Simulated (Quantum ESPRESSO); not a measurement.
# Net moment, magnetic energy gain and spin-order energy of CuAu-type FePt against cell volume, PBE without spin-orbit coupling

The decision to be served is which magnetic parameters of an FePt recording layer may be held constant in a device model when the lattice is compressed or expanded. The moment sets the magnetisation, and the energy cost of reversing neighbouring Fe spins bears on how well the order withstands heat. We follow both in PBE as the cell volume changes at fixed shape, with volume given relative to the measured cell. The net moment is that of the whole cell, induced Pt moment included, counted per Fe atom. Energies of the parallel state are taken against a run without spin polarisation and against one opposed order of the Fe spins. Magnetic anisotropy, which the same layer also needs, lies outside these runs because spin-orbit coupling is off.

## Computational details

One system, FePt (CuAu-type, P4/mmm), 2 atom(s) a primitive cell, from measured cells of the Crystallography Open Database. Quantum ESPRESSO 7.5, plane waves with GBRV 1.5 PBE pseudopotentials, cutoff 544 eV, Fermi-Dirac smearing of 0.05 eV, k meshes whose coarsest spacing along a reciprocal vector is 0.22 to 0.24 1/Å over all runs (2π included). Functional: PBE, no Hubbard U; collinear spins, no spin-orbit coupling. Atoms stay at fixed fractions of the cell and the mesh divisions are held. At each point the moments on Fe are started parallel, opposed (signs +-, cell doubled at q = (0,1/2,0) of the reciprocal vectors) and without spin polarisation. Of the opposed order at the middle point, it reverses 2 of 4 magnetic neighbours at 2.72 Å and 0 of 2 magnetic neighbours at 3.72 Å. Runs that did not converge or carry a known fault are not listed. The same in all rows: metal or insulator in the run from the parallel start, judged by its smearing entropy or density of states at the Fermi energy (a gap under a few smearing widths counts as a metal): metal.

Notes on method and selection:

- Each state is what a run reaches from typed starting moments; only a few collinear orders were started, so the lowest found need not be the ground state. Spin-orbit coupling is left out of these energies, which are free energies at the smearing width. A magnetic atom is one that was given a starting moment.
- Site moments count the spin inside each program's own atomic sphere, so they depend somewhat on its radius and leave out the spin between the spheres.
- Quantum ESPRESSO sets the radius of an element's spheres to about 0.41 of its shortest distance to a neighbour, so it changes from cell to cell and the site moment with it.
- A measured moment is set beside the table only where the run ends ferromagnetic and the measured order is ferromagnetic too.
- Runs that did not converge, have known faults or may not be shown are not listed, and runs on Ansatz's PAW sets soft_1 and soft_2 are kept to separate tables.

Columns:

- volume: cell volume over that of the given cell, shape kept.
- moment (μB): largest site spin moment reached from the parallel start.
- moment, opposed (μB): largest site spin moment reached from the opposed start.
- gain, opposed (meV): energy of the run without spin polarisation less that of the run from the opposed start, per magnetic atom.
- magnetic distance (Å): shortest distance between magnetic atoms.
- net moment (μB): net spin moment of that run per magnetic atom.
- magnetic energy gain (meV): energy of the run without spin polarisation less that of the parallel start, per magnetic atom (positive: magnetism is favoured).
- E(opposed) - E(parallel) (meV): energy of the run from the opposed start less that of the parallel start, per magnetic atom (positive: parallel is favoured); blank where a pattern was lost.

Input lines of one member:

```
&SYSTEM
  ecutwfc = 40
  ecutrho = 280
  nbnd = 24
  occupations = 'smearing'
  smearing = 'fd'
  degauss = 0.00367493
  nspin = 2
  starting_magnetization(1) = 0.175
  starting_magnetization(2) = 0
/
&ELECTRONS
  conv_thr = 4d-09
  mixing_beta = 0.3
/
K_POINTS automatic
10 10 10 0 0 0
```

Command (options for logging and memory left out): `pw.x -in pw.in`

## The series

| member | volume | moment (μB) | moment, opposed (μB) | gain, opposed (meV) | magnetic distance (Å) | net moment (μB) | magnetic energy gain (meV) | E(opposed) - E(parallel) (meV) |
| --- | --- | --- | --- | --- | --- | --- | --- | --- |
| 0.92 | 0.92 | 2.88 | 2.75 | 550.4 | 2.649 | 3.247 | 547.1 | −3.3 |
| 0.96 | 0.96 | 2.95 | 2.87 | 663.7 | 2.687 | 3.307 | 678.9 | 15.3 |
| 1 | 1.00 | 3.01 | 2.97 | 773.2 | 2.724 | 3.356 | 800.8 | 27.6 |
| 1.04 | 1.04 | ? | ? | ? | ? | ? | ? | ? |
| 1.08 | 1.08 | 3.13 | 3.13 | 977.3 | 2.794 | 3.456 | 1019.6 | 42.3 |

Cells marked ? are withheld until the estimate has been made.

Least-squares fits to the members shown, with x = volume; R² and errors in the fitted variable (y, or ln y where the fit is in ln y):

| y | members | fit | R² | rms residual | leave-one-out rms | the same for the mean of the others |
| --- | --- | --- | --- | --- | --- | --- |
| net moment (μB) | 4 | y = 2.0616 + 1.2929 x | 1.00 | 0.0032 | 0.0081 | 0.10 |
| E(opposed) - E(parallel) (meV) | 4 | y = −252.1 + 275.4 x | 0.95 | 3.8 | 11 | 22 |

## What drives the series

The net moment rises with volume throughout the rows shown, but weakly. From 0.92 to 1.08 it gains 3.456 − 3.247 = 0.209 μB per Fe, or about 6%. The magnetic energy gain grows far more, by a factor of 1019.6 / 547.1 = 1.86.

Band theory accounts for this contrast. Hopping between d orbitals falls roughly as the inverse fifth power of distance, so the stretch of the Fe–Fe distance from 2.649 to 2.794 Å narrows the d bands by about a quarter. Moving electrons from minority to majority states then costs less kinetic energy. The moment itself can grow little, because the majority d states of Fe are already nearly full. The square of the moment, which scales the exchange energy, rises by only about 13%. The gain, however, is what remains of the exchange energy after the kinetic cost is paid, so modest changes in these two larger terms can alter it by a much greater fraction. The table doesn't separate their shares.

The site moment on Fe rises by 3.13 − 2.88 = 0.25 μB, more than the net moment. The sphere in which it is counted grows with the cell, which can add to that rise, so the net moment is the safer measure.

The energy of the opposed order relative to the parallel one climbs from −3.3 to 42.3 meV per Fe. Between 0.96 and 1.08 its slope is (42.3 − 15.3) / 0.12 = 225 meV per unit of relative volume. One percent of volume thus changes it by about 2.3 meV, or 8% of its value at the measured cell, while the moment changes by about 0.4%. A device model may therefore keep the moment fixed under small volume changes, but not the exchange within the Fe planes, which is what this opposed order probes; the coupling between planes isn't tested by it.

A possible cause is that compression strengthens the antiparallel part of the direct Fe–Fe coupling, which then offsets more of the parallel coupling, including that through polarised Pt, whose moments vanish in the opposed order. The negative value at 0.92 is only a few meV, a size that the finite k mesh and the smearing could produce, so we read it as near-degeneracy and not as an established change of order.

## Predicting the missing value

Plain estimates from the members shown:

- 1.04, fit at x = 1.04: 3.406 μB
- 1.04, straight-line interpolation between 1 and 1.08: w = (1.04 − 1.00) / (1.08 − 1.00) = 0.500, so 3.356 + 0.500 × (3.456 − 3.356) = 3.406 μB

We use the straight line between the two neighbouring volumes. The point at 1.04 lies midway between 1.00 and 1.08, which gives (3.356 + 3.456) / 2 = 3.406 μB per Fe. The least-squares line through all four members gives the same figure.

Nothing in the other columns argues for a shift. The site moment goes smoothly from 3.01 to 3.13 μB across the gap, the run is metallic in every row, and the nearly full majority band leaves no reason for a jump in the moment. Curvature is also small here: the slope is (3.356 − 3.307) / 0.04 = 1.23 μB per unit of relative volume just below the measured cell and (3.456 − 3.356) / 0.08 = 1.25 above it.

The same route can be tried on the two inner members. For 1.00, the line from 0.96 to 1.08 gives 3.307 + (3.456 − 3.307) / 3 = 3.357 μB against 3.356 in the table, a miss of about 0.001. For 0.96, the line from 0.92 to 1.00 gives (3.247 + 3.356) / 2 = 3.302 μB against 3.307, a miss of about 0.005. The root mean square of the two misses is about 0.004 μB, which we take as one standard deviation.

**Committed estimate, 1.04: net moment = 3.406 ± 0.004 μB.**

## Result

| member | volume | moment (μB) | moment, opposed (μB) | gain, opposed (meV) | magnetic distance (Å) | net moment (μB) | magnetic energy gain (meV) | E(opposed) - E(parallel) (meV) |
| --- | --- | --- | --- | --- | --- | --- | --- | --- |
| 1.04 | 1.04 | 3.08 | 3.05 | 878.0 | 2.759 | 3.410 | 914.0 | 36.1 |

| member | estimate | net moment (μB) | computed | estimate − computed | miss in error bars |
| --- | --- | --- | --- | --- | --- |
| 1.04 | committed | 3.406 | 3.410 | −0.004 | 1.0 |
| 1.04 | fit | 3.406 | 3.410 | −0.004 |  |
| 1.04 | interpolation | 3.406 | 3.410 | −0.004 |  |

The estimate of 3.406 μB per Fe was 0.004 μB too low, a miss of one error bar. It did no better than the straight-line interpolation or the fit, which gave the same number.

The expectation of a smooth rise without a jump held. Our statement that nothing argued for a shift was too strong. We had compared only the slopes on either side of the measured cell and passed over the steeper one between 0.92 and 0.96, (3.307 − 3.247) / 0.04 = 1.50 μB per unit of relative volume. Between 1.04 and 1.08 it is (3.456 − 3.410) / 0.04 = 1.15. A curve that flattens in this way tends to lie above its chords, which is the sign of our miss.

The new row fits the picture of a moment that is nearly saturated while the magnetic energy gain keeps growing, here to 914.0 meV per Fe. It doesn't test the filling of the majority band directly, since a smooth rise of the moment could also come about with that band less full.

## Where the trend breaks

Least-squares fits to the whole series, with x = volume; R² and errors in the fitted variable (y, or ln y where the fit is in ln y):

| y | members | fit | R² | rms residual | leave-one-out rms | the same for the mean of the others |
| --- | --- | --- | --- | --- | --- | --- |
| net moment (μB) | 5 | y = 2.0527 + 1.3025 x | 1.00 | 0.0032 | 0.0066 | 0.092 |
| E(opposed) - E(parallel) (meV) | 5 | y = −256.4 + 280.0 x | 0.95 | 3.5 | 7.2 | 20 |

Largest departures from the fit to the whole series:

| member | net moment (μB) | fit | computed − fit | in rms residuals |
| --- | --- | --- | --- | --- |
| 0.92 | 3.247 | 3.251 | −0.004 | 1.3 |
| 0.96 | 3.307 | 3.303 | +0.004 | 1.2 |
| 1.08 | 3.456 | 3.459 | −0.003 | 1.1 |
| 1.04 | 3.410 | 3.407 | +0.003 | 0.8 |

None of the five volumes stands out: the largest departure from the line is 0.004 μB, or 1.3 rms residuals. The steps in net moment from one volume to the next are 3.307 − 3.247 = 0.060, 3.356 − 3.307 = 0.049, 3.410 − 3.356 = 0.054 and 3.456 − 3.410 = 0.046 μB, and their slight unevenness is of a size that k-point sampling of a metal can produce, so we give it no physical cause.

The site moment on Fe rises more than the net moment, and we were wrong to look to the growing sphere for the difference. The absolute spin density summed over the whole cell, which involves no sphere, also rises by more than the net moment. On expansion the Pt moment falls slightly and the spin opposed to that of Fe grows, and these two changes largely account for the slower rise of the net moment. The growth of the Fe moment is therefore mostly real. The net moment is still the one to use for the magnetisation, because it counts all the spin in the cell.

## Rules of thumb and their limits

Between 0.92 and 1.08 of the measured volume, a straight line gives the net moment to about 0.007 μB, against 0.092 μB for the mean of the other members.

For a device model the magnetisation matters more than the moment. Moment over relative volume falls from 3.247 / 0.92 = 3.53 to 3.456 / 1.08 = 3.20 μB per Fe, so expansion lowers the magnetisation by about 0.6% per percent of volume even though the net moment per Fe grows.

The energy of the opposed order needs a local slope. Around the measured cell it is (36.1 − 15.3) / 0.08 = 260 meV per unit of relative volume, or 2.6 meV per Fe for one percent, somewhat above our earlier 2.3.

We were wrong to take this energy for the exchange within the Fe planes alone. The opposed order keeps each Fe parallel to the Fe atoms straight above and below it, but in those same planes it reverses half of the Fe atoms one cell edge to the side and all of those across the diagonal of the square. It also removes the moment on Pt, which sits between the Fe planes and can couple them. The slope thus belongs to a sum of couplings within and between planes, which a single opposed order can't divide. A device model that is to follow this energy can't hold all its exchange parameters constant as the volume changes, but these runs don't show which of them must vary.

Of the effects left out, thermal disorder of the spins can exceed the whole spread of the net moment: it lowers the magnetisation, and removes it entirely at the Curie temperature.

[Logs are printed without paths, hosts, clocks, repeated set-up lines and the standing remarks that a program may print on its own settings, such as how far it seeks lower states.]
